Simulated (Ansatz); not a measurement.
## P: opening a crack plane

P, P4/mmm, a = 2.449 Å, c = 2.412 Å. This isn't the element's structure at ambient conditions. Ansatz: r2SCAN, PAW, 500 eV, Γ-centred 24×24×6 mesh on 4 atoms, Gaussian smearing 0.15 eV; no spin polarisation. One cut on (001) per cell of 4 atoms is opened rigidly by x, between planes of P and P that stand 2.42 Å apart; y is the energy per area (6.000 Å², 1 eV/Å² = 16.02 J/m²).

```tsv
x (Å)	y (J/m²)
0.00	0.000
0.25	0.122
0.50	0.352
0.75	0.573
1.00	?
1.50	0.904
2.00	1.006
3.00	1.094
4.50	1.118
6.00	1.120
```

**Question.** Fit the universal binding curve y = W[1 − (1 + x/l) e^(−x/l)] to the other rows, give the peak stress, and predict the missing value.

**Answer.** Least squares gives W = 1.10 J/m² and l = 0.448 Å. The stress dy/dx peaks at x = l with W/(e l) = 9.0 GPa, for rigid faces. At x = 1.00: x/l = 2.232, y = 0.719 J/m². The run gave 0.723 J/m², so the fit is 0.004 J/m² too low, within the rms miss on the fitted rows (0.019 J/m²).

Cost: 12 runs of about 8.7 core-minutes in all, on AMD EPYC 9R45 (Zen 5) (shared hosts).

Most of the separation energy is spent early: y reaches 0.904 J/m² by 1.50 Å and is nearly flat beyond 3.00 Å, as expected when the cohesion across the cut comes from short-range orbital overlap. In this nearly simple cubic metal, three p electrons per atom serve six neighbours, so the σ contacts are longer and weaker than the two-electron bonds of molecular or layered phosphorus. That probably explains the modest work of separation, although each surface atom loses a nearest-neighbour contact.

The good prediction at 1.00 Å partly reflects where the point lies, since the fit's error changes sign nearby. The fit runs low at small openings, high at 1.50 and 2.00 Å, and low again on the plateau. The computed rise between 0.25 and 0.50 Å already implies a mean stress slightly above the fitted peak of 9.0 GPa, so that value underestimates the rigid-separation maximum. None of this carries over to interlayer cleavage of black phosphorus, where no such covalent network is cut.
